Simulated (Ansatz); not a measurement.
**SnH3Cl (SnClH3): the energy, rung by rung**

SnH3Cl has 5 atoms, charge 0, and is taken as a singlet. As SMILES, `[H][Sn]([H])([H])[Cl]`. Geometry: a GFN2-xTB relaxation, a rough one for these elements and not checked as a minimum.

```jsonl
{"atom": "Sn", "x (Å)": "0.0000", "y (Å)": "0.0009", "z (Å)": "-0.1426"}
{"atom": "Cl", "x (Å)": "0.0116", "y (Å)": "-0.0193", "z (Å)": "2.1380"}
{"atom": "H", "x (Å)": "1.5866", "y (Å)": "0.0109", "z (Å)": "-0.6751"}
{"atom": "H", "x (Å)": "-0.8030", "y (Å)": "1.3805", "z (Å)": "-0.6471"}
{"atom": "H", "x (Å)": "-0.7952", "y (Å)": "-1.3730", "z (Å)": "-0.6733"}
```

Each level gives the energy change with the Sn1–H5 bond stretched from 1.674 to 2.092 Å (eV). The values are calculated.

```json
{"level": "SVWN5/STO-3G (restricted)", "kind": "LDA", "program": "Ansatz", "value (eV)": "1.12", "less FCI/STO-3G": "+0.09", "CPU time (all runs)": "3 s"}
{"level": "BHLYP/STO-3G (restricted)", "kind": "global hybrid", "program": "Ansatz", "value (eV)": "1.27", "less FCI/STO-3G": "+0.24", "CPU time (all runs)": "4.6 s"}
{"level": "HSE06/STO-3G (restricted)", "kind": "range-separated hybrid", "program": "Ansatz", "value (eV)": "1.15", "less FCI/STO-3G": "+0.12", "CPU time (all runs)": "5.3 s"}
{"level": "RPA@PBE/STO-3G (restricted)", "kind": "RPA", "program": "Ansatz", "value (eV)": "0.99", "less FCI/STO-3G": "-0.04", "CPU time (all runs)": "6.5 s"}
{"level": "MP2/STO-3G (restricted)", "kind": "perturbation theory", "program": "Ansatz", "value (eV)": "1.21", "less FCI/STO-3G": "+0.18", "CPU time (all runs)": "1.4 s"}
{"level": "BCCD(T)/STO-3G (restricted)", "kind": "coupled cluster or CI", "program": "Ansatz", "value (eV)": "1.03", "less FCI/STO-3G": "0.00", "CPU time (all runs)": "1.6 s"}
{"level": "CCSDT/STO-3G (restricted)", "kind": "coupled cluster or CI", "program": "Ansatz", "value (eV)": "1.03", "less FCI/STO-3G": "0.00", "CPU time (all runs)": "2 s"}
{"level": "FCI/STO-3G", "kind": "exact in the basis", "program": "Ansatz", "value (eV)": "1.03", "less FCI/STO-3G": "0.00", "CPU time (all runs)": "22 s"}
```

FCI/STO-3G is exact within its basis and frozen core, so for wave-function methods in that basis the difference is their error; functionals converge differently with the basis, so for them it is only a difference. All-electron rows without a relativistic Hamiltonian named are non-relativistic. The first shape isn't each level's own minimum. The values span 0.99 to 1.27 eV. All rows use very small basis sets, so none should be taken for the real molecule's value. In the correlated wave-function rows the outer d shell of Sn is correlated, in sets not made for it. Times are those of the runs behind each value, whatever else they computed, on shared processors of several kinds: orders of magnitude only.

Stretching the Sn–H bond costs energy at every level, and the two coupled-cluster treatments reproduce the full-CI cost of 1.03 eV to the printed precision. At this extension, then, excitations beyond triples have no visible effect on the energy change within this orbital space. MP2, by contrast, overestimates the cost by 0.18 eV.

As the bond lengthens, the overlap between the tin hybrid and hydrogen 1s weakens, the σ–σ* gap narrows and the doubly excited σ*² configuration gains weight. A closed-shell determinant keeps too much ionic character in the stretched bond, and correlation must increasingly remove it. Incomplete recovery of this left–right correlation probably explains why MP2 and BHLYP, with its large share of exact exchange, both lie high. RPA is the only level below full CI, and its closeness on a single energy difference may owe something to cancellation.

The bond is only partly stretched, so the coupled-cluster agreement can't be carried over to full homolysis, where the restricted reference becomes qualitatively wrong.
